Suppose a grain of cubic CsHgCl₃ is squeezed or stretched equally from all sides by its surroundings, and someone has to turn the change of volume into a pressure. The practical decision is whether a single bulk modulus will do. With the value at the minimum, 34 GPa, a 6 % change of volume would mean about 2.0 GPa in either direction. The calculation gives 2.45 GPa on compression and a tension of only 1.71 GPa on expansion, so the single value is too low by about a sixth on one side and too high by about a fifth on the other.

Cubic perovskite CsHgCl3 (Pm-3m), computed with Ansatz 0.2.0: r2SCAN, plane-wave PAW, scalar-relativistic, no spin polarisation, cutoff 500 eV, 8×8×8 k mesh, Gaussian smearing 0.1 eV. The relaxed cell was scaled in volume, with a single-point calculation at each scaled volume. Energies count from the minimum of a third-order Birch-Murnaghan fit; positive pressure means compression.

| volume per atom (Å³/atom) | energy over minimum (meV/atom) | pressure (GPa) |
| --- | --- | --- |
| 28.390 | 13.0 | 2.45 |
| 29.296 | 3.0 | 1.11 |
| 30.202 | 0.0 | -0.01 |
| 31.108 | 2.8 | -0.94 |
| 32.014 | 10.3 | -1.71 |

The middle row is the natural place to start, because its pressure is practically zero. There the forces that pull the crystal together balance those that push it apart. The balance fixes the volume, but it does not make the two kinds of force alike. How quickly each of them changes with distance decides what happens in the rows above and below.

Going up from the middle row, the crystal is compressed. The first 3 % of compression costs 3.0 meV/atom, and at 6 % the total has reached 13.0 meV/atom. A perfect spring would already give a factor of four for twice the displacement, so most of this growth is ordinary elasticity. The slight excess over four is the sign that the crystal stiffens as it is squeezed.

Theory explains the stiffening by the different reach of the two forces. Oppositely charged ions attract each other over long distances, with a force that falls as 1/r², where r is the distance between neighbours. Closed electron shells repel each other only where they overlap, and this force changes far more steeply, here roughly as 1/r¹¹. If all distances shrink by 2 %, which is what 6 % in volume amounts to, the attraction grows by about 4 % but the repulsion by about 25 %.

Going down from the middle row, the same two forces act the other way round. If distances grow by 2 %, the attraction weakens by about 4 % and the repulsion by about 20 %. The surplus of attraction that pulls the crystal back is therefore smaller than the surplus of repulsion that resisted compression. This is why the last row costs only 10.3 meV/atom, although its volume has changed by as much as that of the first.

The simple model puts this into one formula. The energy per atom is −A/r + C/rⁿ, where A sets the attraction, C the repulsion and n its steepness. Zero pressure at the equilibrium volume V₀ fixes C. The curvature at that point then gives the bulk modulus B₀ = (n − 1)M/(9V₀), where M is the size of the electrostatic energy per atom. The change of the bulk modulus with pressure follows as B₀′ = (n + 7)/3.

The numbers go in as follows. The product B₀V₀ is 34 GPa × 30.2 Å³, or about 6.4 eV per atom. For the formal charges Cs⁺, Hg²⁺ and Cl⁻, a rough Madelung constant, recalled and not summed here, makes M about 6.5 eV. Hence n is 1 + 9 × 6.4/6.5, close to 10, and B₀′ is between 5 and 6.

This is enough to estimate the first row. For a relative volume change ε the energy is roughly ½B₀V₀ε² × [1 − (B₀′ + 1)ε/3]. With ε = −0.06 the first factor gives 11.5 meV/atom, and with B₀′ = 5.6 the bracket raises it by 13 %, to 13.0 meV/atom. The computed value is the same, but this row also belonged to the equation-of-state fit that supplied B₀. A fairer test is the difference between the two ends, which the model was not adjusted to match.

That difference is 2.7 meV/atom in the calculation and 2.9 in the full ionic formula. Ordinary springs between the atoms, with the same bulk modulus, give only 0.7. They give any difference at all because a loss of 6 % in volume changes the bond length slightly more than an equal gain. Geometry thus accounts for about a quarter of the asymmetry, and the rest needs forces that are not proportional to the change in length.

The pressure column shows the same physics more directly. Each row expands the crystal by the same volume, yet the pressure falls by less each time, from a drop of 1.34 GPa in the first step to 0.77 GPa in the last. Taken step by step, the bulk modulus sinks from about 43 to 27 GPa. In the ionic picture the stiffness comes from the steep repulsion, while the attraction cancels a sizeable part of it. As the neighbours move apart, that repulsion fades.

The ionic formula should not be read as a measurement of the charges. Bonds between mercury and chlorine are partly covalent, so the true charges are probably smaller than the formal ones. Yet if all charges in the model are lowered by a fifth, B₀′ rises to 7.3, while the equation-of-state fit gives 5.1. The close match found with the formal charges is therefore partly luck and does not prove that the bonding is ionic. A single power law for the repulsion does not describe a partly covalent bond in detail; what carries over is the contrast between a slowly varying attraction and a steep repulsion. The printed output below compares these versions row by row.

For a related ionic crystal the formula separates two questions that are easily confused. Higher charges or a smaller volume per atom raise the bulk modulus, because M/V₀ grows. The lopsidedness of the curve depends on n alone, that is, on how abruptly the electron shells resist overlap. A much stiffer crystal can therefore have an energy curve of nearly the same shape.

The calculated band gap is zero in every row, which calls for caution in any electronic use of these numbers. Filled and empty bands overlap slightly in every row, by 0.16 eV at the smallest volume and 0.10 eV at the largest, so expansion reduces the overlap without opening a gap. Real CsHgCl₃ is an insulator. Functionals of this kind underestimate gaps, and the ideal cubic structure may add to the error.

The structure also limits the mechanical answer. The four scaled cells were computed as single points. This does no harm, because the cubic symmetry leaves nothing to relax at a fixed volume. Symmetry holds mercury at the centre of six equal bonds in every row, whereas divalent mercury prefers two short bonds in a nearly straight line, and the real crystal is distorted. If the atoms were free to move, some of the compression might be taken up by shifting them instead of shortening all bonds together. How much of the 34 GPa would survive that freedom is the question to settle before the number is used for a real sample.

The analysis program printed:

```
Energies in meV/atom:
     row  computed      ionic    springs  lower_charges
   28.39        13      13.11      11.91          13.58
  29.296         3      3.032      2.893          3.084
  30.202         0  0.0001718  0.0001719      0.0001718
  31.108       2.8      2.739      2.867          2.695
  32.014      10.3      10.21      11.16          9.896
Pressure and stiffness in GPa, overlap in eV:
     row  computed      ionic  B_of_step_from_row_above  band_overlap
   28.39      2.45      2.492                       n/a         0.159
  29.296      1.11      1.118                     42.66         0.139
  30.202     -0.01  -0.007864                     36.78         0.123
  31.108     -0.94    -0.9304                     31.47         0.112
  32.014     -1.71     -1.687                     26.82         0.104
Extra cost of compression over expansion at the ends, computed (meV/atom): 2.7
The same as a percentage of the expansion energy (%): 26.21
The same difference, springs (meV/atom): 0.7451
The same difference, ionic model (meV/atom): 2.899
Work of the computed pressure, middle to smallest volume (meV/atom): 12.97
Work against the computed tension, middle to largest volume (meV/atom): 10.33
Stiffness of first step over that of last step: 1.59
Rough electrostatic energy, formal charges (eV/atom): 6.49
Repulsion exponent, formal charges: 9.872
B0' from the equation-of-state fit: 5.09
B0' of the ionic model, formal charges: 5.624
B0' of the ionic model, charges lowered by a fifth: 7.288
Largest miss of ionic energies (meV/atom): 0.1083
Largest miss of ionic pressures (GPa): 0.04217
```
